The row at +3 % strain looks wrong. Stretching this crystal by 3 % along its c axis costs 3.0 meV/atom, while squeezing it by the same amount costs only 2.8. Atoms pushed together normally resist more strongly than atoms pulled apart, so the larger cost seems to stand on the wrong side.

LiPdH (P4/mmm, a = 2.754 Å and c = 3.938 Å at zero strain) is strained along c with a and b held and the atoms relaxed. Calculated with Ansatz 0.2.0: PBEsol, plane-wave PAW, scalar-relativistic, no spin polarisation, cutoff 420 eV, k mesh 16×16×10, Gaussian smearing of 0.1 eV. Energy changes are counted from zero strain; stress is positive in compression.

| strain (%) | energy change (meV/atom) | stress xx (GPa) | stress zz (GPa) |
| --- | --- | --- | --- |
| -3 | 2.8 | 1.18 | 3.13 |
| -2 | 1.2 | 0.76 | 2.02 |
| -1 | 0.2 | 0.40 | 0.92 |
| 0 | 0.0 | 0.05 | -0.13 |
| 1 | 0.4 | -0.26 | -1.13 |
| 2 | 1.4 | -0.54 | -2.08 |
| 3 | 3.0 | -0.81 | -2.98 |

The crystal is a stack. Flat layers of palladium and hydrogen alternate with layers of lithium, and c measures the height of the stack. The strain changes only this height: the sides of the cell are held, so the Pd–H distances within a layer stay the same, while the layers move closer together or further apart. The energy change therefore records what it costs to alter the spacing of the layers.

The tempting explanation takes the two energies at face value: LiPdH gets stiffer when it is stretched. This can be tested on the stress zz, the push of the crystal along c, which is counted positive in compression. Stiffness is the rate at which this push changes with strain. Between −3 and −2 % it is 111 GPa, and between +2 and +3 % only 90 GPa. The change of stress shrinks at every step from the shortest cell to the longest, so the crystal gets softer on stretching and the tempting explanation is refuted.

Softening of this kind is expected from the repulsion between the layers, though the calculation does not separate this cause from others. When layers approach, the electron clouds of their atoms overlap more, and the repulsion between them rises ever more steeply. When the layers part, this steep contribution fades and the restoring force grows more slowly. Ordinary softening of this kind makes squeezing the dearer direction, which leaves the row at +3 % still to be explained.

A second explanation questions the zero of the strain scale. At zero strain the stress zz is −0.13 GPa, which is a slight tension: the cell is a little too tall and would shorten if it were released. The bottom of the energy valley thus lies on the squeezed side of the nominal zero. A squeeze first runs downhill for a short way, whereas a stretch climbs from the outset. Equal strains from the nominal zero are therefore unequal distances from the bottom.

The two explanations differ in how the extra cost of stretching should grow with strain. A change of stiffness makes it grow, to leading order, as the cube of the strain; a displaced zero makes it grow in simple proportion. The total energies of the same runs, taken to more digits than the table prints, give an extra cost of 0.15 meV/atom at 1 % and 0.24 at 2 %. The cube law would have turned the first value into 1.2, and simple proportion into 0.30. The displaced zero comes far closer, but it overshoots.

The overshoot points to a third explanation, in which both effects act at once and oppose each other. The displaced zero makes stretching dearer, and ordinary softening takes part of that back. A small model shows whether the sizes fit. Let $\varepsilon$ be the strain as a fraction and $\sigma$ the stress zz, and describe the stress by a parabola:

$$\sigma(\varepsilon)=\sigma_0-K\varepsilon+g\varepsilon^2 .$$

Here $\sigma_0$ is the stress at zero strain, $K$ the stiffness there, and $g$ measures the softening. A least-squares fit to the stresses of all seven rows gives $\sigma_0=-0.126$ GPa, $K=102$ GPa and $g=226$ GPa. This $K$ holds for clamped sides. A bar whose sides can move freely would yield more easily, so $K$ should not be used as Young's modulus.

The energy follows from the stress as work. The sides carry stress too, but they do not move, so only the stress along c does work. With $V=9.95$ Å³ for the volume per atom at zero strain, summing that work from zero strain gives the energy change

$$E(\varepsilon)=V\left(-\sigma_0\varepsilon+\tfrac12K\varepsilon^2-\tfrac13g\varepsilon^3\right).$$

The middle term is the same for stretching and squeezing. It drops out when the two costs are subtracted:

$$E(+\varepsilon)-E(-\varepsilon)=V\left(-2\sigma_0\varepsilon-\tfrac23g\varepsilon^3\right).$$

The first term is the displaced zero and the second the softening. Because $\sigma_0$ is negative and $g$ positive, they have opposite signs.

For a strain of 3 % the estimate runs as follows. The first term in the bracket is $2\times0.126\times0.03=0.0076$ GPa, and the second is $\tfrac23\times226\times0.03^3=0.0041$ GPa. Their difference is 0.0035 GPa. Multiplied by the volume and divided by 160.2, the number of GPa in one eV/Å³, it becomes 0.00022 eV, or 0.22 meV/atom.

The table gives 0.2 for this difference. The displaced zero alone would have given 0.47, more than the rounding of the energies allows, so the softening is needed as well. At 1 and 2 % the model gives 0.15 and 0.24 meV/atom, in agreement with the finer energies.

This agreement has a definite meaning. The stresses at +3 and −3 % were part of the fit, whereas the energies were not used in it. Stress is the slope of the energy, however, so a sound calculation has to make the two match. What the model adds is the split, which shows that the displaced zero outweighs the softening throughout the range of the table. The parabola is weakest on the squeezed side, where the computed stiffness hardly changes between the first two steps while the model lets it fall evenly.

Since so much hangs on a tension of about a tenth of a GPa, it is worth asking whether that tension is real or an error in the computed stress. The energies can answer. Their slope through zero, taken from the finer total energies at +1 and −1 %, corresponds to a stress of −0.12 GPa, close to the −0.13 GPa computed directly. The given cell really does sit slightly off the minimum of this energy curve. Perhaps its shape was settled with somewhat different settings, but that is a guess.

With the zero put where it belongs, the oddity disappears. The fitted stress vanishes at a strain of −0.12 %, and this is the bottom of the valley. Counted from there, the model gives 2.4 meV/atom for stretching by 2.8 percentage points and 2.6 for squeezing by as much. Squeezing is now the dearer direction, as the falling stiffness demands. A shift of the zero by about an eighth of a percent has reversed the order.

So small a shift also limits what the curve can tell about a real sample. The position of the minimum belongs to this functional, run with PAW datasets made for another one, to this cutoff and k mesh, and to atoms at rest. Hydrogen and lithium are light, and their zero-point motion could move the minimum. The fall of the stiffness, by about a fifth from the first step to the last, is read from differences of stress within this calculation, so it does not hang on exactly where the zero of strain is put.

The same reasoning tells what a slightly different starting cell would do. If the nominal zero lay on the short side of the minimum, the crystal would push outward there, and the displaced zero would make squeezing look dearer. It would then add to the effect of softening, and the crystal would seem more lopsided than it is. In either case the displaced zero shows most clearly at small strains, because its share grows in proportion to the strain while that of the softening grows as the cube.

The practical rule, when the sides are held, is to read the stress along the strained axis at zero strain before comparing the energies of stretching and squeezing. If it is not zero, the strain should be counted from the point where the stress vanishes. Whether the crystal stiffens or softens is best judged from the change of stress between neighbouring strains, which a constant residual stress leaves untouched.
